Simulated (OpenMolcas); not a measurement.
# COF2 (carbonyl fluoride): a line through the functionals

COF2 has 4 atoms, charge 0, and is taken as a singlet. SMILES: `O=C(F)F`. The coordinates come from a PBE0-D4/def2-TZVP relaxation.

The electronic atomisation energy y, in eV, basis aug-cc-pVDZ; a is the functional's share of exact exchange. Programs: OpenMolcas 26.06.

| functional | program | a | y (eV) |
| --- | --- | --- | --- |
| TPSS | OpenMolcas | 0 | 17.89 |
| PBE | OpenMolcas | 0 | 19.07 |
| B3LYP | OpenMolcas | 0.2 | 17.64 |
| PBE0 | OpenMolcas | 0.25 | ? |
| BHLYP | OpenMolcas | 0.5 | 16.25 |

**Question.** Fit y = c + s·a to the known rows and predict PBE0.

**Answer.** 
1. Means of the 4 rows: a = 0.1750, y = 17.712.
2. Σ(Δa)² = 0.1675, Σ(Δa·Δy) = -0.74575, so the slope is -0.74575/0.1675 = -4.4522.
3. Intercept: 17.712 − (-4.4522) × 0.1750 = 18.491. The largest residual of the fit is 0.60.
4. PBE0: 18.491 + (-4.4522) × 0.25 = 17.38 eV.

The run gave 17.96 eV, so the prediction is off by -0.58 eV, within the scatter of the fit. The rows mix families of semi-local functionals, which the line can't see.

Atomisation energy generally falls as exact exchange replaces semi-local exchange, but PBE0 breaks the order by lying above both B3LYP and TPSS. The fall is expected for a molecule with a C=O double bond and two C–F bonds rich in lone pairs. Semi-local exchange mimics part of the left-right correlation in such bonds and, in PBE, tends to overbind them. Exact exchange removes that contribution, which costs the molecule more than the separated atoms.

The miss for PBE0 is mostly one of offset, not of slope. Its parent, PBE, lies above the fitted line by almost the same amount, and the step from PBE to PBE0 runs nearly parallel to the line. TPSS, with no exact exchange either, lies well below PBE, so the semi-local part matters here as much as a sizeable admixture of exact exchange. PBE plus the fitted slope would therefore have predicted PBE0 closely, though the match in slope is probably partly fortuitous. Without a reference energy, the values don't establish which functional is most accurate.
